Q: I have the jellium clusters from 1 to 40 electrons, done with spin-polarised, exchange-only LDA. The second energy difference is negative in most rows and jumps to positive values at scattered sizes, some of which are not magic numbers. What makes it run like this?

Spherical jellium clusters of N electrons (uniform background of radius rs N^(1/3), rs = 2.23 bohr), computed with spin-polarised exchange-only LDA in the radks radial solver with Libxc. Shells are m-averaged, numbered by radial order and filled by a greedy search that can miss a lower state. Ions keep the neutral cluster's background; the second difference is E(N+1)+E(N-1)-2E(N) for neutral clusters.

```
electrons  energy per electron (eV)  unpaired electrons  highest level  ionisation energy (eV)  second energy difference (eV)
        1                   0.42665                   1          1s up                     n/a                            n/a
        2                   0.04238                   0          1s up                 6.69680                         2.0250
        3                   0.58930                   1          1p up                 4.05202                        -1.0084
        4                   0.61066                   2          1p up                 5.30790                        -1.0286
        5                   0.41776                   3          1p up                 6.10239                         1.0630
        6                   0.46633                   2        1p down                 4.75654                        -1.0595
        7                   0.34966                   1        1p down                 5.68004                       -0.77488
        8                   0.16531                   0          1p up                 6.28283                         2.8517
        9                   0.33877                   1          2s up                 3.26522                       -0.27608
       10                   0.44993                   2          1d up                 3.80329                       -0.63451
       11                   0.48320                   3          1d up                 4.31974                       -0.48220
       12                   0.47074                   4          1d up                 4.74260                       -0.43970
       13                   0.42637                   5          1d up                 5.09698                        0.23791
       14                   0.40533                   6          2s up                 4.76426                        0.69349
       15                   0.43334                   5        1d down                 4.20866                       -0.52271
       16                   0.42517                   4        1d down                 4.64949                       -0.44758
       17                   0.39163                   1        1d down                 5.10178                       -0.57926
       18                   0.32965                   0          1d up                 5.38201                       0.066796
       19                   0.27770                   1          2s up                 5.24660                        0.32518
       20                   0.24720                   0          2s up                 4.95663                         2.0227
       21                   0.31593                   1          1f up                 3.01112                       -0.31631
       22                   0.36403                   2          1f up                 3.33717                       -0.29961
       23                   0.39492                   3          1f up                 3.62371                       -0.28294
       24                   0.41145                   4          1f up                 3.87896                       -0.26649
       25                   0.41600                   5          1f up                 4.10859                       -0.25058
       26                   0.41056                   6          1f up                 4.31674                       -0.23539
       27                   0.39680                   7          1f up                 4.50656                        0.65942
       28                   0.40758                   8          2p up                 3.80005                       -0.10641
       29                   0.41394                   9          2p up                 4.06054                       -0.10388
       30                   0.41642                  10          2p up                 4.28402                        0.16808
       31                   0.42416                   9        1f down                 4.21093                       -0.77830
       32                   0.40710                   2        1f down                 4.39934                       -0.10535
       33                   0.38787                   1        1f down                 4.57282                       -0.19444
       34                   0.36406                   0          1f up                 4.73249                        0.42843
       35                   0.35385                   1          2p up                 4.26915                       -0.12481
       36                   0.34074                   2          2p up                 4.45847                       -0.10962
       37                   0.32538                   3          2p up                 4.62252                        0.50027
       38                   0.32399                   2        2p down                 4.16935                       -0.12864
       39                   0.31937                   1        2p down                 4.36798                       -0.11299
       40                   0.31216                   0          2p up                 4.54161                         1.3307
```

A: Fix the meaning of the columns first. N is the number of electrons, and the total energy E(N) is N times the energy per electron. The second energy difference is

D2(N) = E(N+1) + E(N−1) − 2E(N),

the energy needed to turn two clusters of size N into one larger and one smaller. All three clusters are neutral, since the background grows with N, so no charging energy enters. I(N) is the ionisation energy at fixed background, and M will stand for the number of unpaired electrons. In "1d" or "2p" the number counts radial order. Where M is zero, the word "up" in the highest level only breaks a tie between two equal levels.

The picture is a well that widens a little with every electron. All levels sink as it widens. In a metal with a continuum of states this sinking is offset exactly, because each new electron has to go into a slightly higher state, and E is linear in N. A sphere bunches its states into degenerate shells. While a shell fills, the electrons go in at one and the same rung, nothing offsets the sinking, and each electron is cheaper than the last, so D2 is negative. When the shell is full, the climb that was put off is paid at once, and D2 is positive.

Q: Can the negative values be given a size without fitting anything?

A: A scale can be had from a kinetic argument for a rigid well, though exchange will turn out to carry much of the actual curvature. In a well of radius R each level is a pure number divided by R², so with S(N) the sum of these numbers over the occupied levels and R² = rs² N^(2/3), where rs is the Wigner-Seitz radius,

T(N) = S(N) / R²

T″ = [S″ − (4/3) S′/N + (10/9) S/N²] / R²

Primes are derivatives with respect to N. For the last two terms take the values of the uniform gas, S′/R² = εF and S/R² = (3/5) N εF, with εF the Fermi energy. They give (−4/3 + 2/3) εF/N. In the continuum S grows as N^(5/3), the first term is +(2/3) εF/N, and the sum vanishes as it should. Inside a degenerate shell S″ is zero, which leaves

D2 ≈ −(2/3) εF / N

The Fermi wave number is (9π/4)^(1/3)/rs = 1.919/2.23 = 0.861 per bohr, half its square is 0.370 hartree or 10.08 eV, and the estimate is −6.72 eV/N. At N = 24 it gives −0.280 eV against −0.266 eV in the table, a ratio of 0.95. No row was used to adjust it.

Q: That is one good row. What about the others?

A: The fair test uses the 20 rows in which N−1, N and N+1 differ only in the filling of one spin level. The sign is right in all of them, and the ratio of table to estimate runs from 0.44 to 1.17 with a median of 0.80. The seven 1f rows lie between 0.91 and 0.99. The first 1p rows give 0.45 and 0.61, which is no surprise for a continuum argument applied to three or four electrons. The 2p rows lie between 0.44 and 0.73.

I would not read the 1f agreement as proof that kinetic energy is the whole story. Exchange adds to it: in the electron gas the exchange gain grows as M², a curve that bends downward whether M is rising or falling, so it makes D2 more negative in both halves of a shell. Working the other way, the real well is softer than the background sphere. In the N = 39 cluster about 7.2 electrons lie outside the background edge, and the kinetic energy per electron is 0.81 of the uniform-gas value. These effects pull in opposite directions, so the 1f match is in good part a cancellation. Take the estimate as a scale for D2, not as the kinetic share of it.

For 2p the exchange share can be sized. An energy −kM² splits the level by 4kM and has a second difference of −2k, so the 0.19 eV splitting that one unpaired electron gives the 2p level of N = 39 implies about −0.10 eV, most of the −0.113 eV in the table. The 2p rows are thus negative mainly through exchange, and the sinking is almost cancelled there. Why it is cancelled I can only guess. A 2p orbital has an inner lobe, and filling it piles charge where the background gains none, since the background grows only at its edge. The repulsion would hold the 2p level up as it fills. That is untested.

Q: And the peaks? Closed shells come at 2, 8, 18, 20, 34 and 40, but 18 gives only 0.07 eV and 34 gives 0.43 eV, against 2.85, 2.02 and 1.33 eV at 8, 20 and 40.

A: At a closure S″ is no longer zero but equals the step to the next level, so D2 is about the gap minus 6.72 eV/N. The question is then which gaps are large, and that depends on the shape of the well, which is standard shell-model physics. In a harmonic well 1d and 2s are degenerate, as are 1f and 2p, and the closures are 2, 8, 20 and 40. In a flat well with hard walls the states of high angular momentum drop, and 18 and 34 become closures too. The self-consistent jellium well, flat inside and soft at the edge, lies between. These four are the four largest peaks of the table, so at these sizes the well is nearer the oscillator.

The orbital energies of the N = 39 cluster show the bunching for that one size. The gaps after 2s and after 2p are 1.45 and 1.47 eV, those after 1d and after 1f only 0.80 and 0.99 eV. For N = 40, the step from 2p down at −2.965 eV to 1g up at −1.491 eV is 1.474 eV, and subtracting 6.72/40 = 0.168 eV leaves 1.31 eV against 1.33 eV. Carried to N = 34 the same recipe gives 0.79 eV, nearly twice the 0.43 eV of the table. The recipe uses the levels of N = 39, where 2p is nearly full; at N = 34 it is empty, and the guess about 2p rising as it fills would have the right sign. At N = 18, running the argument backwards, 0.07 + 6.72/18 = 0.44 eV is the step implied: a small gap almost wholly eaten by the general sinking.

Q: Do the big peaks shrink as they should?

A: About N^(1/3) shells have to fit under a fixed Fermi energy, so the spacing should go as N^(−1/3). D2 times N^(1/3) is 5.70, 5.49 and 4.55 eV at 8, 20 and 40: similar, but 20 % lower at 40 than at 8. A decline is what a well growing flatter with size gives, because it pulls 1g down towards 2p; that is argued, and three points do not establish it. N = 2 gives 2.55 eV and stands apart. Its D2 contains the one-electron cluster, and the scaling has no claim there.

Q: That leaves positive values at 5, 13, 14, 19, 27, 30 and 37.

A: Look at the unpaired electrons. At 5, 19, 27 and 37 they number 3, 1, 7 and 3, the half-filled 1p, 2s, 1f and 2p shells, and 5 at N = 13 matches a half-filled 1d. Electrons of like spin avoid each other, and exchange rewards each further one. Once all orbitals of the majority spin are taken, the next electron must either enter with opposite spin, where the level lies higher by the exchange splitting, or climb to another shell. In a spin-polarised calculation each shell is thus two sub-shells, with a closure of its own between them. The peaks are 1.06, 0.33, 0.66 and 0.50 eV at 5, 19, 27 and 37, all larger than the true closure at 18 and all but 19 larger than the one at 34.

The size can be checked loosely at 37. One unpaired 2p electron splits the 2p level of N = 39 by 0.19 eV. If the splitting is proportional to M, three give 0.57 eV, and taking off the curvature of about 0.12 eV seen in the neighbouring 2p rows leaves 0.45 eV. The proportionality is assumed. At 19 exchange may not be enough: to overcome the estimated sinking and leave the peak takes 0.33 + 6.72/19 = 0.68 eV, a lot for a single unpaired electron. A 2s orbital piles charge at the centre, so the untested guess made for 2p may apply there too.

These peaks are the part of the table most tied to the model. Spherical averaging forbids deformation, by which an open-shell cluster splits its degenerate level and pairs electrons in the lower part; that route competes directly with high spin. Exchange without correlation also over-rewards spin polarisation, since correlation keeps opposite spins apart as well and so reduces the advantage of parallel ones. Both limits push the same way, and the high-spin rows should be read as properties of this calculation.

Q: But 14 and 30 are not half-filled shells of anything.

A: They are half-filled pairs of shells. Hund filling of 1s 1p 1d 2s 1f 2p in that order reproduces the unpaired count in every row except 14 to 16 and 28 to 31. Beyond the core of 8, N = 14 has six up electrons and none down. The 1d shell holds five, so the sixth sits in 2s, as the highest level says. Beyond the core of 20, N = 28, 29 and 30 have eight, nine and ten up electrons: seven in 1f and the rest in 2p. At half filling the exchange splitting is at its largest and exceeds the small gap to 2s or 2p, so climbing with parallel spin is cheaper than pairing. This is why the exchange step is shared between two peaks, 0.24 and 0.69 eV at 13 and 14, 0.66 and 0.17 eV at 27 and 30.

As down electrons come in, M falls, the splitting shrinks, and the promoted electrons lose their reason to stay up. The counts show the collapse: six up and two down at 16 become five and four at 17, and ten and one at 31 become seven and five at 32. These rows are different electronic states, and a D2 that spans the change is no property of one shell.

Q: Is that the source of the deep value at 31? It is −0.778 eV, 3.6 times the estimate.

A: Largely. Each configuration has its own curve E(N), and the ground state follows the lower one. Where two curves cross, the one that takes over is the one falling faster, so the slope drops and D2 gets an extra negative piece. The ratio of 1.47 at 17 is a milder case of the same.

Here the greedy filling matters, since it can stay on a branch too long. Continue the low-spin 1f branch backwards from 32, 33 and 34 with constant second difference:

E(31) ≈ 3E(32) − 3E(33) + E(34)

This lands 0.088 eV below the tabulated N = 31 energy, while one further step back lands 0.41 eV above the N = 30 energy. The branches therefore seem to cross between 30 and 31, and the state with 9 unpaired electrons at 31 is probably not the lowest. This is inferred from an extrapolation and has not been computed. If it holds, D2 becomes 0.08 eV at 30 and −0.60 eV at 31, so most of the dip survives as a real kink, and the shallow −0.105 eV at 32 rejoins its branch, which the constant second difference makes it do and which is no extra evidence.

The high-spin branch continued forwards from 14, 15 and 16 ends 0.075 eV below the N = 17 row. In-shell curvature weakens with N, by about 0.04 eV from 11 to 12 and possibly by more on this branch, so the extrapolation overshoots: the two states are nearly degenerate, and it cannot tell which is lower. It bears on the closure at 18: any lowering of E(17) comes straight off D2(18), which is only 0.067 eV. That value is far above rounding, which is under 0.001 eV, and once the overshoot is allowed for the extrapolation gives no ground for a change of sign.

Q: And N = 9, where 2s comes before 1d?

A: It shows directly how close the two levels are just after the closure at 8. At N = 10 two unpaired electrons with 1d highest could mean 1d² or 2s¹1d¹. My guess is that the 2s electron moves to 1d between 9 and 10, because the ratio to the estimate jumps from 0.37 to 0.94 and then settles at 0.79 for 11 and 12, like a small kink. If the move came later, rows 11 and 12 would not be clean tests of the estimate either.

Q: The ionisation energy looks like a sawtooth. Is it telling me something new?

A: Mostly the same thing. It falls from N to N+1 at exactly the sizes where D2 is positive and rises at all others, for every step from 2 to 39. The reason is that the ion of cluster N has as many electrons as the neutral cluster N−1 and differs from it by one unit of background. With E⁺(N) the energy of the ion and δ(N) = E⁺(N) − E(N−1),

I(N+1) − I(N) = −D2(N) + δ(N+1) − δ(N)

If δ changes slowly, the step in I mirrors D2. At 20 the step is −1.95 eV against a peak of 2.02 eV, and at the peaks from 18 onward the remainder stays below 0.1 eV, which at 18 and 30 is still comparable with the peak. It is large for the smallest sizes, −0.62 eV at N = 2, and at changes of state: from 31 to 32, I rises by only 0.19 eV and shows nothing of the dip of −0.78 eV.

Note also that the largest I of a period is not at the magic number: 5.38 eV at 18 against 4.96 eV at 20, and 4.73 eV at 34 against 4.54 eV at 40. The value of I tells how deep the top level lies, and 2s and 2p lie above 1d and 1f. The mark of a strong closure is the drop that follows. Nor should I be read off the highest eigenvalue, which at N = 39 is −2.97 eV, 1.40 eV short of I. In LDA the eigenvalue is the slope of E at the start of the removal, and the level deepens as the cluster charges up, so that I exceeds it on the scale of e²/2R, one to two eV at this size. The exact functional would place the eigenvalue at −I, so the shortfall is a known fault of the local approximation.

Q: Could I have skipped all this and ranked stability by the energy per electron? It is lowest at 2 and 8.

A: It has local minima at the strong closures 2, 8 and 20, but also at 5, 14 and 27, and none at 18 or 34. As a scale towards the bulk it misleads. The uniform gas at this density has (3/5) εF = 6.046 eV of kinetic energy and −5.591 eV of exchange per electron, 0.455 eV in all. Only N = 3, 4, 6, 11 and 12 lie above that. Every cluster from 13 on lies below, mid-shell maxima included, so in this range forming a surface lowers the energy. The parts for N = 39 show how: relative to the gas, spill-out saves 1.136 eV of kinetic energy per electron and costs 0.728 eV of exchange and 0.272 eV of electrostatic energy, the last being what remains of the total after the other two. The net −0.136 eV includes some shell stabilisation, since 39 is next to a closure. A negative surface energy is the known failure of jellium at high density, where a rigid uniform background holds the electrons far from the density they would choose. D2 is little affected, because a smooth surface term has little curvature.

Q: What should I then expect just past the end of the table, or at another density?

A: The lowest wholly empty level at N = 39 is 1g up, so I should drop at 41 by an amount near the 1.33 eV peak and then climb, with D2 near −6.72/42 = −0.16 eV if the nodeless 1g behaves like 1f, until its nine up orbitals are full at 49. There the risk of early filling and competing branches returns. For density, kinetic gaps scale roughly as 1/rs² and exchange falls more slowly, roughly as 1/rs, so a more dilute background should shrink the true closures faster than the half-shell peaks and widen the high-spin stretches, which are the rows where the sphere and the neglect of correlation deserve least trust.
